Pull a hydrogen atom away from germanium in silylgermane, and the two bonding electrons should stay paired until the bond gives way, then part. Unrestricted Hartree–Fock (UHF), which lets the two spins use different orbitals, seems to show just that. Its spin squared, which is 0 for a perfect pair and about 1 for two separated electrons of opposite spin, is zero up to 2.04 Å and 0.376 at 2.34 Å. It is tempting to say that the bond starts to break between these two lengths.

PySCF 2.14.0 calculations with RHF, broken-symmetry UHF and CASSCF (two electrons in two orbitals), basis cc-pVDZ, on neutral singlet silylgermane, SiH₃GeH₃. One Ge–H bond is stretched with all other atoms held at the GFN2-xTB geometry. Spin squared is from UHF; the weak orbital occupation is that of the less occupied active natural orbital in CASSCF.

| bond length (Å) | CASSCF energy over its lowest point (eV) | RHF energy over CASSCF (eV) | UHF energy under RHF (eV) | spin squared | first weak orbital occupation |
| --- | --- | --- | --- | --- | --- |
| 1.390 | 0.291 | 0.331 | 0.000 | 0.000 | 0.016 |
| 1.510 | 0.000 | 0.373 | 0.000 | 0.000 | 0.021 |
| 1.660 | 0.024 | 0.440 | 0.000 | 0.000 | 0.029 |
| 1.810 | 0.281 | 0.521 | 0.000 | 0.000 | 0.042 |
| 2.040 | 0.856 | 0.674 | 0.000 | 0.000 | 0.070 |
| 2.340 | 1.630 | 0.931 | 0.126 | 0.376 | 0.132 |
| 2.720 | 2.396 | 1.362 | 0.831 | 0.769 | 0.263 |
| 3.320 | 3.012 | 2.233 | 2.109 | 0.955 | 0.548 |
| 4.230 | 3.221 | 3.491 | 3.531 | 1.002 | 0.850 |

The CASSCF column contradicts this reading. CASSCF describes the pair with two orbitals, taken here as the bonding σ and the antibonding σ\* of Ge–H. The weak orbital occupation n counts the electrons in the second one: 0 for a perfect pair, 1 for two separate electrons. It rises from 0.016 to 0.070 while UHF still coincides with restricted Hartree–Fock (RHF), and over the same rows the RHF error relative to CASSCF doubles. The electrons loosen from the first row on, and UHF does not register it. The loosening is still slight there: the run's count of unpaired electrons, derived from the same occupations, is 0.037 at 2.04 Å and 0.122 at 2.34 Å.

The limit of a long bond tells why a second orbital is needed. Two electrons in σ spend half their time on the same atom, which is harmless in a short bond and absurd when the atoms are far apart. The configuration with both electrons in σ\* contains the same ionic part, but its covalent part, with one electron on each atom, has the opposite sign. Subtracting some of it from the σ configuration therefore weakens the ionic part, and subtracting an equal amount removes it. The wavefunction is c₁(σ²) − c₂(σ\*²), and the amplitude ratio t = c₂/c₁ follows from the occupation as t = √(n/(2 − n)).

Two explanations of the smooth growth remain. Either the two configurations couple more and more strongly, or their coupling K stays much the same while the energy gap Δ between them closes. If the RHF orbitals serve for both configurations, the two equations of this problem give the RHF error as K·t and the gap as Δ = K(1 − t²)/t. Each row then yields its own K and Δ. They are effective values, because CASSCF readjusts its orbitals and the energy gained by this is counted in them too.

The outcome is one-sided. The coupling stays between about 3.5 and 4 eV, while the gap falls from tens of eV to about one. Had only the coupling changed since 1.51 Å, the RHF error at 4.23 Å would be about 0.5 eV; had only the gap changed, it would be about 3.1 eV. The computed error is 3.491 eV, so within this picture the closing gap does nearly all the work.

Theory makes this plausible. The gap comes mainly from the overlap of the two atoms' orbitals, which dies away quickly with distance. The coupling measures roughly half of what it costs to put both electrons on one atom instead of one on each, and that cost is expected to grow as the atoms part, but only towards a finite limit, while the gap heads for zero. The inferred K is probably flatter than the exchange integral between the CASSCF orbitals. It lies below that integral because RHF, with its own orbitals, is lower in energy than the σ² configuration built from them, and this difference should grow with the bond length.

So far, however, two unknowns have been drawn from two columns, which must always succeed. The UHF columns were not used, and they provide a test: the same K and Δ should tell where UHF departs from RHF. The answer lies in how each method pays for mixing in σ\*. In CASSCF the gain is proportional to the amplitude t and the cost to its square, so a little mixing always pays and there is no threshold.

UHF has only one determinant. It can admit σ\* only by tilting the two spin orbitals in opposite directions, and this also brings in an unwanted triplet part. For two equivalent atoms whose overlap is neglected in the electron repulsion, with x the share of σ\* in each spin orbital, the UHF energy relative to RHF is Δx − 4Kx(1 − x). Now gain and cost both start in proportion to x, so nothing happens until the gap has fallen below 4K. The sudden onset belongs to the form of the wavefunction, not to the bond.

The threshold can be worked out without fitting anything. Setting Δ = 4K gives (1 − t²)/t = 4, hence t = √5 − 2 ≈ 0.24, and n = 2t²/(1 + t²) ≈ 0.11. The CASSCF occupation passes this value between 2.04 Å, where it is 0.070, and 2.34 Å, where it is 0.132. That is the very interval in which UHF breaks away, although an interval of 0.3 Å is a lenient target.

Beyond the threshold the model also predicts how far UHF goes. The lowest energy lies at an overlap of the two spin orbitals equal to Δ/(4K), and spin squared is 1 minus the square of that overlap. At 2.72 Å this gives 0.70 against the computed 0.769. The output printed below the text sets the model beside UHF in every row.

The model is weakest just past the threshold: at 2.34 Å it predicts less than half of the energy that UHF gains over RHF. The predicted gain is too small in all four rows where UHF has broken away. At 4.23 Å there is a hint of one reason, for spin squared is 1.002, slightly more than one separated pair can give, so other electrons must take part. Nearer the threshold a cause lies in the model itself. The full two-orbital energy has one more term, −x(1 − x) times the self-repulsion of the difference between the bonding and antibonding densities. It can only lower the UHF energy, and for equal atoms it fades as their overlap vanishes. A shortfall of this sign, and an onset somewhat before the model's threshold, are therefore expected even for two equal atoms with no other electrons. How much the other electrons or the inequality of Ge and H add is not separated here.

The comparison also shows what UHF does to the picture of a breaking bond. Before the threshold it keeps the electrons too tightly paired; in all four computed rows beyond it, it separates them too eagerly. At 2.72 Å its spin squared corresponds to a weak occupation of about 0.52, twice the CASSCF value of 0.263. Among the computed lengths, UHF lies furthest above CASSCF at 2.34 Å, the first point at which it has begun to improve on RHF. At 4.23 Å it even lies 0.04 eV below CASSCF. That does not make it the better singlet: it is still a mixture of singlet and triplet, and it can spin-polarise electrons that CASSCF keeps paired outside its two active orbitals.

The UHF threshold therefore marks neither a barrier nor the start of Ge–H homolysis. Nor is the CASSCF rise of 3.221 eV at the longest bond a bond energy. The curve is still climbing there, the fragments were not allowed to relax, and two active orbitals leave out most of the correlation from the electrons' rapid mutual avoidance. For another single bond, the question to ask is how fast its gap closes compared with the coupling: at similar coupling, the poorer the overlap, the sooner UHF should break away, while the true unpairing should again have begun earlier.

The analysis program printed:

```
Inferred two-configuration quantities:
   row  amplitude ratio  coupling (eV)  gap (eV)  UHF over CASSCF (eV)  CASSCF slope since previous row (eV/A)
  1.39           0.0898          3.686     40.71                 0.331                                     n/a
  1.51            0.103          3.621     34.78                 0.373                                  -2.425
  1.66           0.1213          3.627     29.46                  0.44                                    0.16
  1.81           0.1465          3.557     23.77                 0.521                                   1.713
  2.04           0.1904          3.539     17.91                 0.674                                     2.5
  2.34           0.2658          3.502     12.24                 0.805                                    2.58
  2.72           0.3891            3.5     7.633                 0.531                                   2.016
  3.32           0.6143          3.635     3.684                 0.124                                   1.027
  4.23           0.8597          4.061     1.232                 -0.04                                  0.2297
Two-site model against UHF:
   row  model spin squared  UHF spin squared  model UHF gain (eV)  computed UHF gain (eV)  weak occupation implied by UHF  CASSCF weak occupation
  1.39                   0                 0                    0                       0                               0                   0.016
  1.51                   0                 0                    0                       0                               0                   0.021
  1.66                   0                 0                    0                       0                               0                   0.029
  1.81                   0                 0                    0                       0                               0                   0.042
  2.04                   0                 0                    0                       0                               0                    0.07
  2.34              0.2361             0.376               0.0556                   0.126                          0.2101                   0.132
  2.72              0.7028             0.769                0.724                   0.831                          0.5194                   0.263
  3.32              0.9358             0.955                2.026                   2.109                          0.7879                   0.548
  4.23              0.9942             1.002                3.468                   3.531                               1                    0.85
Weak occupation at 2.04 A over that at 1.39 A (ratio): 4.375
RHF error at 2.04 A over that at 1.39 A (ratio): 2.036
Largest over smallest inferred coupling (ratio): 1.16
Largest over smallest inferred gap (ratio): 33.04
RHF error at 4.23 A if only the coupling had changed since 1.51 A (eV): 0.4678
RHF error at 4.23 A if only the gap had changed since 1.51 A (eV): 3.057
Weak occupation at which the model UHF breaks symmetry: 0.1056
Bond length at that occupation by linear interpolation (A): 2.212
Largest miss of model spin squared: 0.1399
Largest miss of model UHF gain (eV): 0.107
CASSCF rise reached at 2.04 A as share of that at 4.23 A (percent): 26.58
```
